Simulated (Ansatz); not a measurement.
# ZrB: pressure against volume per atom

Plane-wave density functional theory, PAW datasets, Gaussian smearing 0.05 eV: one cell in which all forces lie under 0.002 eV/angstrom; stress (xx yy zz yz xz xy) and pressure positive in compression; site moments are of spin alone; formation energy from the elements run alike, uncorrected. The results are calculated, by Ansatz 0.2.0.

Cell of the first row (space group Fm-3m, No. 225):
```
cell vectors (Å)
   0.0000     2.4225     2.4225
   2.4225     0.0000     2.4225
   2.4225     2.4225     0.0000
atoms (fractions of the cell vectors)
Zr  0.50000  0.50000  0.50000
B   0.00000  0.00000  0.00000
```

Settings of every row: paw set soft_2; functional r2SCAN; spin treatment none; moment partition spheres; spin axis none; wave cutoff 500 eV; k mesh 12x12x12; SCF start atoms; lower state search light; symmetry use detected.

Atom first moment, atom hubbard u: 0 on all atoms.

| row | volume per atom (Å³) | pressure (GPa) | formation energy (eV per atom) |
| --- | --- | --- | --- |
| 1 | 14.216 | 7.23 | -0.4323 |
| 2 | 14.513 | ? | ? |
| 3 | 14.744 | 0.72 | -0.4451 |
| 4 | 14.79 | 0.21 | -0.4452 |
| 5 | 14.809 | 0.00 | -0.4452 |
| 6 | 14.849 | -0.44 | -0.4452 |
| 7 | 15.105 | -3.12 | -0.4423 |
| 8 | 15.401 | -5.95 | -0.4338 |
| 9 | 15.845 | -9.70 | -0.412 |

Question: what pressure should row 2 give?

Worked fit of pressure. Take u = (V_r/V)^(2/3) − 1 with V_r = 14.829 Å³ an atom, which is twice the finite (Eulerian) strain; such expansions in the strain, on which the Birch-Murnaghan equation of state is built, carry the rest volume and the bulk modulus. The shown rows have u = 0.02854, 0.00384, 0.00176, 0.0009, -0.0009, -0.01222, -0.02492, -0.04322. Least squares give pressure = −0.222 + 244.44 × u + 582.2 × u² GPa; a straight line predicts inner rows, each left out in turn, worse (root mean square 0.21 against 0.0032 GPa). The rows lie off it by 0.00, -0.01, 0.00, 0.00, 0.00, 0.00, 0.00, 0.00. The pressure vanishes at u = 0.0009, or V = 14.81 Å³ an atom, and there the bulk modulus at fixed shape and fractions is B = −V dP/dV = (2/3)(1 + u) dP/du = 164 GPa. The withheld row has u = 0.01446, so the fit gives −0.222 + 244.44 × (0.01446) + 582.2 × (0.01446)² = 3.43 GPa.

The calculation gave 3.44 GPa. The fit lies 0.01 GPa (0.059 % of the column's range) below it, one unit of the last digit.

The other values of row 2: formation energy -0.4421 eV per atom.
